# Which barrier limits a double quantum dot? Current and settling time of a tunnelling cycle

## Problem

A silicon MOS double quantum dot lies in series between source and drain and works in its last-electron regime at zero magnetic field. The label $(N_L,N_R)$ counts the electrons on the left and right dots. At high bias the device runs through the cycle

$$(0,0)\xrightarrow{k_1}(1,0)\xrightarrow{k_2}(0,1)\xrightarrow{k_3}(0,0),$$

whose states we number 1, 2, 3. Step $i$ leaves state $i$, and one electron reaches the drain per turn. All inputs below are assumed, illustrative values and describe no particular device.

| Quantity | Assumed value |
|---|---|
| Loading from the source, both spins summed, $k_1=\Gamma_L$ | $400\ \mu\text{s}^{-1}$ |
| Inelastic interdot transfer, $k_2=\Gamma_{\rm in}$ | $1.0\ \mu\text{s}^{-1}$ |
| Unloading to the drain, $k_3=\Gamma_R$ | $20\ \mu\text{s}^{-1}$ |
| Left level below the source Fermi level, $\mu_S-\mu_L$ | 150 µeV |
| Detuning, $\varepsilon=\mu_L-\mu_R$ | 200 µeV |
| Right level above the drain Fermi level, $\mu_R-\mu_D$ | 150 µeV |
| Interdot tunnel coupling (off-diagonal matrix element), $t_c$ | 4 µeV |
| Mutual charging energy, $E_m$ | 500 µeV |
| Lowest valley or orbital excitation, each dot | 300 µeV |
| Interdot couplings and lead rates of the excited levels | equal to the ground-level values |
| Electron and phonon temperature, $T$ | 100 mK |

(a) Check that an irreversible three-state cycle describes the device. (b) Find the stationary current and occupations. (c) Find the relaxation rates. (d) A gate pulse empties both dots and ends at $t=0$. When does the mean tunnelling current into the drain reach 90 % of its final value? (e) Which rate should be doubled to raise the current, and which to shorten the settling?

## Solution

### (a) Validity of the cycle

The three energy drops add up to the bias window $eV_{SD}=500$ µeV, and $k_BT=8.617$ µeV. Detailed balance suppresses each reverse step by the Boltzmann factor of its drop: $e^{-150/8.617}=2.8\times10^{-8}$ at the leads, up to a spin factor of 2, and $e^{-200/8.617}=8.3\times10^{-11}$ between the dots. The demanding test is escape from $(1,0)$ back to the source, because it competes with the slow step. Its rate is at most $k_1\times2.8\times10^{-8}=11\ \text{s}^{-1}$, against $k_2=10^6\ \text{s}^{-1}$.

Loading the left dot while the right one is occupied needs the energy $\mu_L+E_m$, which lies 350 µeV above $\mu_S$, so $(1,1)$ is blocked. The excited left level lies 150 µeV above $\mu_S$ and the excited right level 100 µeV above $\mu_L$, so neither is a step of the sequential cycle; they enter only by admixture. With one electron at most there is no Pauli blockade, and the two spin states share their exit rates and merge into one kinetic state. The largest lifetime broadening, $\hbar k_1=0.26$ µeV, is far below $\varepsilon$, so populations suffice and coherences drop out.

Two bypass channels that the cycle neglects need a number. The coupling $t_c$ gives the left-dot state a weight $(t_c/\varepsilon)^2=4.0\times10^{-4}$ on the right ground level and $(4/100)^2=1.6\times10^{-3}$ on the nearer excited right level. If the lead rates do not depend on energy, this opens a direct exit $(1,0)\to(0,0)$. With the two contributions added as rates, $k_b=0.008+0.032=0.040\ \mu\text{s}^{-1}$, or 4.0 % of $k_2$. If both levels feed the same drain channel, the amplitudes interfere and the figure lies between 0.8 % and 7.2 %.

The same admixture lets the source load the right dot directly, since even the excited right level lies 50 µeV below $\mu_S$. The two right levels have the weights above on the left ground level, and $(4/500)^2$ and $(4/200)^2$ on the excited left level, $2.5\times10^{-3}$ in all. Counting either right level as state 3 gives a step $(0,0)\to(0,1)$ with rate $k_l=0.99\ \mu\text{s}^{-1}$, or 0.25 % of the loads. The cycle thus describes the device to a few per cent. We solve the pure cycle and give the shifts from $k_b$ and $k_l$ beside each result.

### (b) Stationary current

With probabilities $p_i$ that sum to one, the master equation for a cycle of $n$ states is

$$\dot p_i=k_{i-1}p_{i-1}-k_ip_i,\qquad \text{index } 0\equiv n .$$

This is the rate law of a catalytic cycle, with the dot as the active site and $p_i$ as the coverages. In the steady state every step carries the same flux, $k_ip_i=J$, so $p_i=J/k_i$. Normalisation gives

$$J=\Big(\sum_i \frac1{k_i}\Big)^{-1},\qquad p_i=\frac{1/k_i}{\sum_j 1/k_j}.$$

The sum is the mean time per turn:

$$T_c=2.5\ \text{ns}+1000\ \text{ns}+50\ \text{ns}=1052.5\ \text{ns},\qquad J=0.950\ \mu\text{s}^{-1}.$$

One electron per microsecond is 160.2 fA, so the magnitude of the current is

$$I=eJ=152\ \text{fA}.$$

The occupations are $p_1=0.0024$, $p_2=0.950$ and $p_3=0.0475$. The electron waits in front of the slowest step. The limiting-step estimate $I\approx ek_2=160$ fA is 5 % high.

With the direct exit included, the mean time per turn becomes $1/k_1+1/(k_2+k_b)+[k_2/(k_2+k_b)]/k_3=1012$ ns, which raises the current by 4.0 %. Adding the direct loading gives 1010 ns and 159 fA, a rise of 4.2 % or 6 fA. The third figure of the currents here therefore belongs to the pure cycle. The bypass correction is of like size and opposite sign to the 5 % correction for the faster steps, and it depends on the assumed excited-level couplings.

### (c) Relaxation rates

Insert $p_i=v_ie^{\lambda t}$. Each equation gives $(\lambda+k_i)v_i=k_{i-1}v_{i-1}$, and the product around the ring gives

$$\prod_{i=1}^n(\lambda+k_i)=\prod_{i=1}^n k_i .$$

The root $\lambda=0$ is the steady state. The equation is symmetric in the $k_i$, so the order of the steps does not affect the eigenvalues. To find the others, set $\lambda=-k_j+\delta_j$ and evaluate the remaining factors at $-k_j$:

$$\frac{\delta_j}{k_j}\approx\prod_{i\ne j}\frac{k_i}{k_i-k_j}.$$

For well-separated constants a faster step ($k_i\gg k_j$) contributes a factor near 1, and a slower step contributes $-k_i/k_j$, which is small. If at least one step is slower than $j$, the shift is small and $\lambda\to-k_j$. This supplies $n-1$ roots. For the slowest step all factors are near 1, the shift is as large as $k_j$ itself, and the remaining root is the zero already found. The smallest constant thus sets the flux but is absent from the limiting spectrum, and the longest relaxation time tends to the inverse of the second smallest constant. Gorban and Radulescu (2008) discuss this difference between static and dynamic limitation.

Here neighbouring rates differ by factors of 20. The estimate gives $\delta_3/k_3=(400/380)\,(1/(-19))=-0.0554$, hence $\lambda\approx-21.1\ \mu\text{s}^{-1}$, and $\delta_1/k_1=1.32\times10^{-4}$.

For $n=3$ the exact roots follow after division by $\lambda$:

$$\lambda^2+S\lambda+P=0,$$

$$S=k_1+k_2+k_3=421\ \mu\text{s}^{-1},\qquad P=k_1k_2+k_1k_3+k_2k_3=8420\ \mu\text{s}^{-2}.$$

With $\sqrt{S^2-4P}=378.89\ \mu\text{s}^{-1}$ the roots are $-a$ and $-b$, where

$$a=21.05\ \mu\text{s}^{-1},\qquad b=399.95\ \mu\text{s}^{-1}.$$

The time constants are $\tau=1/a=47.5$ ns and $1/b=2.50$ ns. The limiting value $1/k_3=50$ ns is 5 % above $\tau$. No mode decays on the 1000 ns scale. The direct exit changes $\tau$ by less than 0.01 %, and both bypass channels together lengthen it by less than 0.3 %.

A two-state picture shows why. State 1 empties so quickly that $p_2\approx1-p_3$, and then $\dot p_3=k_2-(k_2+k_3)p_3$. The rate is $k_2+k_3=21\ \mu\text{s}^{-1}$, which gives 47.6 ns. The steady state has most of its weight in $(1,0)$, and reaching it requires only the fast steps that drain probability into that state.

### (d) Turn-on transient

The initial state is $p_1=1$, so $p_3(0)=0$ and $\dot p_3(0)=k_2p_2(0)=0$. These two conditions fix the amplitudes of both modes, and the drain current $I_D=ek_3p_3$ is

$$I_D(t)=I\left[1-\frac{b\,e^{-at}-a\,e^{-bt}}{b-a}\right].$$

The fast term is negligible at the time sought. With $b/(b-a)=1.056$,

$$t_{90}=\tau\ln\!\Big(10\,\frac{b}{b-a}\Big)=47.5\ \text{ns}\times2.357=112\ \text{ns}.$$

Both bypass channels deliver current already on the fast scale $1/b$. With them the drain current is $e(k_3p_3+k_bp_2)$, and it reaches 90 % of its final value at 108 ns.

The transient is an average over many repetitions of the pulse: in the steady state only $J\tau=0.045$ electrons pass in one relaxation time. The source junction behaves differently, starting at $ek_1=64$ pA while the left dot fills, and a current recorded in a lead also contains displacement contributions during the transient. The microsecond scale is still observable, as the mean dwell time in $(1,0)$ on a single-shot charge-sensor trace.

### (e) Which barrier to tune

Differentiating $J$ gives the degree of rate control,

$$\frac{\partial\ln I}{\partial\ln k_i}=p_i ,$$

so the interdot step holds 95 % of the control over the current. Doubling one rate at a time, with the others fixed, gives:

| Case | $T_c$ (ns) | $I$ (fA) | $\tau$ (ns) |
|---|---|---|---|
| Reference | 1052.5 | 152 | 47.5 |
| $2k_1$ | 1051.25 | 152 | 47.6 |
| $2k_2$ | 552.5 | 290 | 45.2 |
| $2k_3$ | 1027.5 | 156 | 24.3 |

The interdot rate nearly doubles the current and hardly moves $\tau$. The drain rate nearly halves $\tau$ and hardly moves the current. A DC sweep therefore constrains $\Gamma_{\rm in}$ and a pulsed experiment constrains $\Gamma_R$, while both are almost blind to $\Gamma_L$. Because the formulas for $I$ and $\tau$ are symmetric in the rates, these two numbers alone do not tell which barrier owns which rate. The occupations or the response to each barrier gate decide that.

The assignment of one eigenvalue to one step fails when the separation is lost. For three equal rates $k$ the quadratic gives $\lambda=-k(3\pm i\sqrt3)/2$, a damped oscillation that belongs to no single barrier, while the flux formula stays exact.

The values 152 fA, 47.5 ns and 112 ns are the model's, for the pure cycle. The rates were chosen so that the current falls in the range from about 0.1 pA to tens of pA that is typical of double-dot transport, and in a real device they shift by orders of magnitude with the barrier gate voltages.